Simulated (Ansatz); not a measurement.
**A ladder of methods for CF2 (SMILES F[C]F)**

CF2, singlet, SMILES `F[C]F`. Each level relaxes the structure for itself.

Each level gives the zero-point energy at each level's own minimum (kJ/mol). The values are calculated.

```csv
level,kind,program,value (kJ/mol),less CCSD(T)/def2-TZVP
PBE-D3(BJ)/def2-TZVP,GGA,Ansatz,17.1,-1.3
r2SCAN/def2-TZVP,meta-GGA,Ansatz,17.8,-0.6
PBE0-D4/def2-TZVP,global hybrid,Ansatz,18.5,+0.1
CCSD(T)/def2-TZVP,coupled cluster or CI,Ansatz,18.4,0.0
```

CCSD(T)/def2-TZVP is the highest level here, not the true value. Harmonic and unscaled. The values span 17.1 to 18.5 kJ/mol.

The zero-point energy of singlet CF2 rises from PBE through r2SCAN to PBE0. PBE0 lies only 0.1 kJ/mol above the coupled-cluster value, while PBE falls 1.3 kJ/mol below it. Most of this energy resides in the C–F stretches, with a smaller share from the bend. The stretches are stiff because the strongly polar σ bonds are reinforced by donation from fluorine lone pairs into the formally empty carbon p orbital. The low PBE value suggests a softer potential around its minimum, and the change to PBE0 may reflect exact exchange tightening the C–F bonds, alongside any contribution from the different dispersion correction.

For reaction energies involving CF2, the choice of level for the vibrational term therefore matters at the scale of about a kJ/mol, unless similar shifts cancel between reactants and products. The close match of PBE0 with coupled cluster applies to the sum over modes and doesn't establish equally good individual frequencies, since errors in the stretches and the bend can offset each other.
